The anion $[\mathrm{H_3B{-}CHFCl}]^-$ has seven bonds. In the table atom 1 is boron, 2 carbon, 3 fluorine and 4 chlorine; atoms 5 to 7 are the hydrogens on boron, and 8 is the hydrogen on carbon. Each row describes a bond critical point, the place between two bonded atoms where the electron density is lowest along the bond and highest across it.

Bond critical points (QTAIM) of the singlet anion [H₃B–CHFCl]⁻ in the gas phase, from a single-point PBE0/def2-SVPD density computed with PySCF 2.14.0 at the GFN2-xTB geometry. The energy density is the total, kinetic plus potential.

```
row  density (a.u.)  first atom  second atom  laplacian (a.u.)  energy density (a.u.)
  1           0.284       2.000        8.000            -1.087                 -0.307
  2           0.229       2.000        3.000             0.039                 -0.308
  3           0.172       2.000        4.000            -0.188                 -0.108
  4           0.155       1.000        6.000            -0.016                 -0.154
  5           0.153       1.000        7.000            -0.013                 -0.151
  6               ?           ?            ?                 ?                      ?
  7               ?           ?            ?                 ?                      ?
```

**(a) Does the length of a bond fix the density at its critical point?**

*Solution.* Among the three bonds from carbon to H, F and Cl it seems to: the density falls as the length grows from 1.10 to 1.80 Å. The two known B–H bonds break the rule. At about 1.21 Å they are shorter than C–F and C–Cl, yet their density is lower than in either.

The hydrogen molecular ion $\mathrm{H_2^+}$ shows why length matters. Two clouds that decay exponentially overlap there, and the density midway between the nuclei falls roughly exponentially with their separation. The analogy supplies the form of the law but not its constants, since our atoms are unlike and carry many electrons.

Boron adds a second effect. Its nuclear charge is lower than carbon's, so it holds its valence electrons more loosely, and the same charge spread over more space gives a thinner density in the bond. This is standard theory; the table shows only that the B–H densities are low. With $R$ the length in Å and $b$ the boron share of the heavy atoms that set the density (0 for carbon with H, F or Cl, 1 for B–H), a fit to the five known rows gives

$$\ln\rho = -0.476 - 0.715\,R - 0.529\,b .$$

In this fit, boron in place of carbon at equal length multiplies the density $\rho$ by about 0.59. The factor is only a guide: in the three carbon bonds the partner atom changes along with the length, so the slope is not the effect of stretching one bond. Three constants for five rows, two of them near twins, make the close fit weak evidence, so the two remaining bonds matter.

**(b) Predict the results for the last two rows.**

*Solution.* The remaining bonds are B–H5 and B–C. The densities fall down the list and the formula puts B–C lower, so row 6 should be B–H5 and row 7 B–C.

B–C joins both heavy atoms, so I take $b=\tfrac12$, an interpolation and not a derived value. At $R=1.64$ Å,

$$\ln\rho = -0.476 - 0.715\times1.64 - 0.529\times\tfrac12 \approx -1.913,$$

and $\rho\approx0.148$. With no boron shift the result would be 0.192, with the full shift 0.113.

Two further columns describe how the electrons are shared. The energy density $H=G+V$ adds a positive kinetic part $G$ and a negative potential part $V$; a negative $H$ marks shared electrons. The Laplacian $\nabla^2\rho$ sums the three curvatures of the density, and the local virial relation ties it to the energies:

$$\tfrac14\nabla^2\rho = 2G+V = G+H .$$

C–F shows that the two can seem to disagree: its Laplacian is slightly positive, its energy density strongly negative. A Laplacian near zero means only that $V$ is about twice $G$ in size.

The forecasts, in atomic units, are:

- **Row 6, B–H5:** density $0.153\pm0.003$, Laplacian $-0.0145\pm0.02$, energy density $-0.1525\pm0.005$, the last two being the means of the known B–H bonds.
- **Row 7, B–C:** density $0.148\pm0.020$, Laplacian $-0.15\pm0.15$, energy density $-0.13\pm0.03$.

If the list keeps falling, the upper parts of both density ranges drop out. The last two B–C values and all the error ranges are judgement. In this longer bond the critical point should lie farther from boron's core, where the density curves upward less along the bond, so the Laplacian should be more negative than in B–H.

**(c) Which forecasts hold, and what does the failure teach?**

The withheld rows as computed:

```
row  density (a.u.)  first atom  second atom  laplacian (a.u.)  energy density (a.u.)
  6           0.152       1.000        5.000            -0.004                 -0.149
  7           0.142       1.000        2.000             0.190                 -0.129
```

*Solution.* The rows are the expected bonds, and B–H5 falls inside all three ranges. Its density is 0.001 below the forecast; its Laplacian and energy density are less negative than forecast by 0.0105 and 0.0035.

For B–C, which took no part in the fit, the density is 0.142, about 4% below the model value. The energy density misses by only 0.001. Length and boron together do far better than the carbon line alone, which gave 0.192. Yet the plain mean of the two known B–H densities, 0.154, would have missed by only 0.012, so this one bond is weak support for the half share.

The B–C Laplacian fails outright: it is $+0.190$, with the wrong sign and 0.34 above the forecast. The virial relation locates the error. My forecasts implied $G=-0.15/4+0.13\approx0.09$, whereas the computed values give $G=0.190/4+0.129\approx0.18$. I had the sum of the energies nearly right, but both parts too small in size, the kinetic one by about half.

The longer bond did not bring the more negative Laplacian I had argued for. The critical point, located in the same run, has not moved away from boron: it lies 0.51 Å from that nucleus, against 0.52 Å in B–H6, and the extra length is all on carbon's side. The curvature along the bond is even larger than in B–H6, 0.64 against 0.54 a.u., while the two curvatures across it sum to only $-0.45$, against $-0.55$. These two changes raise the Laplacian by about equal amounts.

By the sign of the Laplacian alone, B–C and C–F would pass for bonds between closed shells. For C–F that sign is fragile: the value is a small difference of large curvatures and may change sign with another basis or functional. The energy density is negative in all seven rows and marks every bond as shared. The Laplacian should therefore be read together with the energy density, above all in polar bonds. The output below gives the fit, the kinetic part and the ratio of the potential to the kinetic part.

Output of the analysis:

```
fit of log(density) on 5 rows: constant -0.4764 +/- 0.021, coefficient of length -0.7147 +/- 0.015, coefficient of bshare -0.5287 +/- 0.0074; rms 0.00461, worst 2 0.00722, leave-one-out rms 0.0162
  rows outside the fit (model, value, miss): 6 -1.876, -1.884, 0.00815; 7 -1.913, -1.952, 0.0389
Bonds and densities in atomic units:
  row  first atom  second atom  assumed length in angstrom  computed density  model density  kinetic energy density  potential to kinetic ratio
    1           2            8                       1.101             0.284         0.2828                 0.03525                       9.709
    2           2            3                       1.386             0.229         0.2307                  0.3177                       1.969
    3           2            4                       1.801             0.172         0.1715                   0.061                        2.77
    4           1            6                       1.207             0.155         0.1544                    0.15                       2.027
    5           1            7                       1.215             0.153         0.1536                  0.1477                       2.022
    6           1            5                       1.218             0.152         0.1532                   0.148                       2.007
    7           1            2                        1.64             0.142         0.1476                  0.1765                       1.731
Density fall per 0.1 angstrom of length in the model (percent): 6.898
Density factor when boron replaces carbon at equal length: 0.5894
Forecast density of B-H5 (a.u.): 0.1532
Forecast density of B-C (a.u.): 0.1476
B-C density on the carbon line without boron shift (a.u.): 0.1923
B-C density with the full boron shift (a.u.): 0.1133
B-H5 density, computed less forecast (a.u.): -0.001244
B-C density, computed less forecast (a.u.): -0.005629
Forecast Laplacian of B-H5, mean of the two known B-H bonds (a.u.): -0.0145
B-H5 Laplacian, computed less forecast (a.u.): 0.0105
Forecast energy density of B-H5, mean of the two known B-H bonds (a.u.): -0.1525
B-H5 energy density, computed less forecast (a.u.): 0.0035
B-C Laplacian, computed less forecast of -0.15 (a.u.): 0.34
B-C energy density, computed less forecast of -0.13 (a.u.): 0.001
```
